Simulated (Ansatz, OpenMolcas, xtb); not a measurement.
## How methods differ on C2H5BClF (SMILES BC(F)CCl)

C2H5BClF has 10 atoms, charge 0, and is taken as a singlet. As SMILES, `BC(F)CCl`. The shape is that of a PBE0-D4/def2-TZVP optimisation. This is one conformer, not always the lowest.

| atom | x (Å) | y (Å) | z (Å) |
| --- | --- | --- | --- |
| B | -1.3092 | -0.7117 | -0.2812 |
| C | 0.1789 | -0.4968 | 0.1265 |
| F | 0.5203 | -1.0803 | 1.3360 |
| C | 0.6553 | 0.9349 | 0.1000 |
| Cl | 2.4287 | 1.0678 | 0.2063 |
| H | -2.0103 | -1.4508 | 0.3369 |
| H | -1.7074 | -0.1723 | -1.2706 |
| H | 0.7285 | -1.0462 | -0.6651 |
| H | 0.2485 | 1.4918 | 0.9437 |
| H | 0.3498 | 1.4128 | -0.8297 |

Quantity: the HOMO–LUMO gap, in eV. The values are calculated.

```csv
level,kind,program,value (eV),CPU time
GFN1-xTB,semi-empirical,xtb,3.94,under 2 s
HF/def2-SVP,Hartree–Fock,OpenMolcas,13.42,15 s
SVWN5/def2-SVP,LDA,Ansatz,3.60,4.6 s
revPBE/def2-SVP,GGA,Ansatz,3.89,6.2 s
r2SCAN/def2-SVP,meta-GGA,OpenMolcas,4.56,53 s
M06-2X/def2-SVP,hybrid meta-GGA,OpenMolcas,8.62,53 s
r2SCAN0/def2-SVP,hybrid meta-GGA,Ansatz,6.77,15 s
wB97M-V/def2-SVP,range-separated hybrid,Ansatz,10.66,80 s
B2PLYP/def2-SVP,double hybrid,OpenMolcas,8.96,31 s
```

The values span 3.60 to 13.42 eV. Orbital gaps aren't excitation energies, and those of double hybrids come from the SCF part alone; they tend to grow with the share of exact exchange. Times are those of the runs behind each value, whatever else they computed, on shared processors of several kinds: orders of magnitude only.

The gap of this borane depends more on how exchange is treated than on the rung of semilocal functional. From SVWN5 through revPBE to r2SCAN it opens only from 3.60 to 4.56 eV, whereas passing from r2SCAN to its hybrid r2SCAN0 raises it to 6.77 eV. In a semilocal potential, occupied and empty orbitals feel nearly the same field. Nonlocal exchange lowers the occupied levels, while an empty orbital feels the repulsion of all the electrons. Hartree–Fock takes this to the extreme, without correlation to screen it. The full long-range exchange in wB97M-V likewise gives a wide gap, 10.66 eV.

Chemically, the LUMO is probably dominated by the vacant p orbital of the three-coordinate boron, the site of its Lewis acidity, and the HOMO may carry chlorine lone-pair character. The closeness of GFN1-xTB to revPBE doesn't corroborate either value, since the semi-empirical gap reflects a parametrised Hamiltonian. Without a reference ionisation energy and electron affinity, the spread can't show which method comes closest to the fundamental gap.
